Enlarge a crystal of WSe₂ so that its edges along and across the layers grow in the same proportion. The atoms inside the cell may settle again, but the shape of the cell stays almost as it was. Does the band gap open or close? The table follows such a series, and one cell in its middle still lacks its answer.

Bulk WSe₂ computed with Ansatz 0.2.0 using the r2SCAN functional, plane waves and PAW potentials, without spin polarisation or spin–orbit coupling. The wave cutoff is 500 eV and the k mesh 12×12×2, with fixed occupations. The atomic positions in each cell were relaxed with r2SCAN-rVV10.

| volume (Å³/atom) | c/a | shortest distance (Å) | band gap (eV) | least direct gap (eV) |
| --- | --- | --- | --- | --- |
| 18.282 | 3.9848 | 2.499 | 0.930 | 1.817 |
| 18.859 | 3.9848 | 2.507 | 0.995 | 1.976 |
| 19.448 | 3.9848 | 2.515 | 1.052 | 1.855 |
| 20.050 | 3.9848 | 2.523 | 1.101 | 1.731 |
| 20.663 | 3.9848 | 2.530 | 1.143 | 1.612 |
| 20.666 | 3.9851 | 2.530 | ? | ? |
| 21.290 | 3.9848 | 2.538 | 1.179 | 1.502 |
| 21.879 | 3.9851 | 2.545 | 1.073 | 1.407 |
| 21.928 | 3.9848 | 2.546 | 1.061 | 1.400 |
| 22.579 | 3.9848 | 2.554 | 0.911 | 1.305 |
| 23.244 | 3.9848 | 2.562 | 0.768 | 1.219 |

The volume is given per atom, and c/a is the ratio of the long edge of the cell to the edge within the layers. The shortest distance is that between W and Se. The band gap is the smallest energy from the top of the filled bands to the bottom of the empty ones, even if these two edges belong to different electron wavevectors. The least direct gap is the smallest separation at one and the same wavevector.

Read down the band gap column and the question seems to have two answers. The gap climbs from 0.930 eV in the smallest cell to 1.179 eV at 21.290 Å³/atom, and then drops to 0.768 eV in the largest. Nothing abrupt happens to the atoms on the way, since the W–Se distance grows smoothly. The turn must come from the electrons.

The calculation also records where the band edges lie. In the cells with known gaps, the highest filled level sits at Γ, the centre of the Brillouin zone. The lowest empty level lies in a valley between Γ and K up to 21.290 Å³/atom, and at the zone corner K from 21.879 Å³/atom on. The column therefore follows two different transitions, and the gap is whichever is smaller. One opens as the crystal grows and the other closes.

Each transition can be described by a deformation potential, the change of its energy with the logarithm of the volume. Let $x=\ln(V/V_0)$, where $V$ is the volume and $V_0$ is 20.663 Å³/atom, the volume of the known cell without applied strain. A least-squares fit to the six known cells with the valley between Γ and K gives, in eV,

$$E_{\text{valley}} = 1.143 + 1.29\,x - 3.68\,x^2 .$$

Near $V_0$, one per cent more volume thus opens this gap by about 0.013 eV. The squared term is needed because the gains shrink: the first step of the table adds 0.065 eV, the step from 20.663 to 21.290 Å³/atom only 0.036 eV.

For the transition to K, a straight line in $x$ through the cells at 21.928 and 22.579 Å³/atom has a slope of −5.13 eV. This gap closes about four times as fast as the other opens at $V_0$, and nearer five times as fast close to the crossing, where the opening has slowed. The line can be followed back to find where the two meet. From 21.928 to 21.290 Å³/atom the logarithm changes by $\ln(21.928/21.290)=0.0295$, so the gap to K should there be

$$1.061 + 5.13\times 0.0295 \approx 1.212\ \text{eV}.$$

The computed gap of that cell, 1.179 eV, is lower by 0.033 eV, so the valley between Γ and K still wins, but narrowly. At this volume the valley gap rises with a slope of about 1.1 eV, so the two approach each other at about 6.2 eV per unit of $x$. They meet after a further $0.033/6.2\approx 0.005$ in $x$, or half a per cent in volume, near 21.4 Å³/atom. No cell was computed there, and the line has a slight bend that this estimate ignores.

Why does the gap to K close? In the cell at 21.928 Å³/atom the band gap and the least direct gap end on the same empty level at K. Their difference is therefore the height of the filled level at Γ above that at K, 0.339 eV. In the largest cell it is 0.451 eV. Between these two cells the band gap falls by 0.293 eV, of which 0.181 eV is the narrowing of the direct gap at K. The rest comes from Γ rising relative to K among the filled levels.

The standard picture of the bonding offers a reason for the larger share, though the orbitals themselves were not examined here. At K both edges are made mainly of tungsten d orbitals, of different shape in the filled and in the empty level. Coupling between neighbouring W atoms, directly and through Se, helps to keep the two apart, and it weakens as the atoms separate. The geometry fits this account: over the whole series the W–W distance within a layer grows by 8.3 %, the W–Se distance by only 2.5 %. The layers flatten as they stretch, so that the bonds to Se are largely spared while the metal atoms move apart.

The smaller share goes against a tempting idea. The filled level at Γ contains orbitals that point out of the layer, and contact with the next layer pushes it up. The empty space between facing Se planes, worked out from the cell edges and the W–Se distance, widens from 2.91 to 3.59 Å over the series. Looser layers alone should therefore let Γ sink towards K. Yet between 21.928 and 23.244 Å³/atom it rises further above K, so the changes inside the layers must outweigh the loss of contact between them.

Contact between layers may matter more for the gap that opens. The valley between Γ and K also has selenium character and feels the next layer, which pushes this empty level down while it pushes the filled level at Γ up. Pulling the layers apart should weaken both shifts and open the gap, with ever smaller gains as the overlap dies away. That matches the sign and the bend of the computed curve, but it is an argument and not a measurement of the parts. The layers stretch and separate together here, and the stretching may move this valley too; cells in which only the long edge changes would be needed to tell the two effects apart.

Now to the missing cell, at 20.666 Å³/atom. The transition to K lies well above the other one here: $\ln(21.928/20.666)=0.0593$, and $1.061+5.13\times 0.0593\approx 1.365$ eV. The gap should thus still lead from Γ to the valley between Γ and K. The forecast is 1.14 eV, with a range from 1.12 to 1.17 eV. The range reaches further up because the bottom of this valley falls between the points of the regular k mesh; a search on the mesh alone would give a gap about 0.02 eV too large.

The direct gap at K follows a smooth curve of its own. A least-squares fit of the same form to the eight known cells from 19.448 Å³/atom upwards has a slope of −3.79 eV at $V_0$. For the missing cell the forecast is a least direct gap at K of 1.61 eV, with a range from 1.60 to 1.62 eV. This range is narrower because K is itself a point of the mesh.

These forecasts are a modest test, since a known cell has almost the same volume. What differs is c/a, by 0.0003. The cell at 21.879 Å³/atom has the same c/a as the missing one, and the line for the transition to K, drawn without it, meets its gap within 0.001 eV. That cell, whose atoms settled into the lower symmetry P-3m1, gives no sign that so small a difference matters for the transition to K; it does not test the valley between Γ and K.

The withheld rows as computed:

| volume (Å³/atom) | c/a | shortest distance (Å) | band gap (eV) | least direct gap (eV) |
| --- | --- | --- | --- | --- |
| 20.666 | 3.9851 | 2.530 | 1.143 | 1.612 |

Both values fall inside their ranges, close to the centre. The fitted curves miss them by about 0.001 eV or less, which is no more than the rounding of the table. The reserve for a search on the mesh alone was not needed. Both results equal those of the neighbour at 20.663 Å³/atom in every printed digit, so simply copying that row would have served as well as the curves. The unprinted digits hold a faint hint: the two cells share the in-plane edge to three decimals and differ in the long edge, 13.148 against 13.150 Å, and the gap opens from 1.143107 to 1.143455 eV while the direct gap at K moves only from 1.612463 to 1.612409 eV. That is the sign expected if parting the layers opens the valley gap, but the step is tiny and the atomic positions of the two cells need not match exactly, so it proves nothing.

A harder trial of the valley curve is to predict each of its six cells from the other five. The typical error is then still only about 0.001 eV. Carried on to the largest cell, however, the same curve gives 1.244 eV where the calculation finds 0.768 eV. At that volume it is at best a guess at the transition to the valley between Γ and K, which no longer sets the gap. A close fit on one side of a crossing gives no warning of the crossing.

For real WSe₂ the place of the crossing is less certain than these small errors suggest. Both transitions start from the same filled level, so they cross where the two empty valleys are equally high. Spin–orbit coupling, left out here, is expected to shift these valleys by different amounts, and the functional may also err differently for each. The filled level at K has no say in the crossing, but spin–orbit coupling is expected to raise it by one or two tenths of an eV. That would use up a good part of the lead that Γ has at 21.928 Å³/atom. Near $V_0$ the line for the transition to K, set against the direct gap, puts that lead at only about 0.25 eV, and lower still under compression, so there the top of the filled bands may come close to moving to K. Nor is the series a pressure experiment: in the smallest cell the computed stress within the layers is more than twice that across them, whereas a fluid would press equally from all sides and squeeze the soft direction more. The unstrained cell and all atomic positions come from r2SCAN-rVV10, which adds dispersion forces, while the bands were computed with r2SCAN alone.

The small end of the table holds a case that the two transitions leave unexplained. At 18.859 Å³/atom the least direct gap lies between Γ and K, and at 1.976 eV it is just below what the curve for K would give. At 18.282 Å³/atom it is back at K, but its 1.817 eV is about 0.3 eV below the continued curve. Perhaps another band has become an edge at K under compression, just as K itself takes over the band gap under expansion. If so, which band is it, and at what volume does it take over? The separate levels at K in these two cells, followed by their orbital character, would decide.
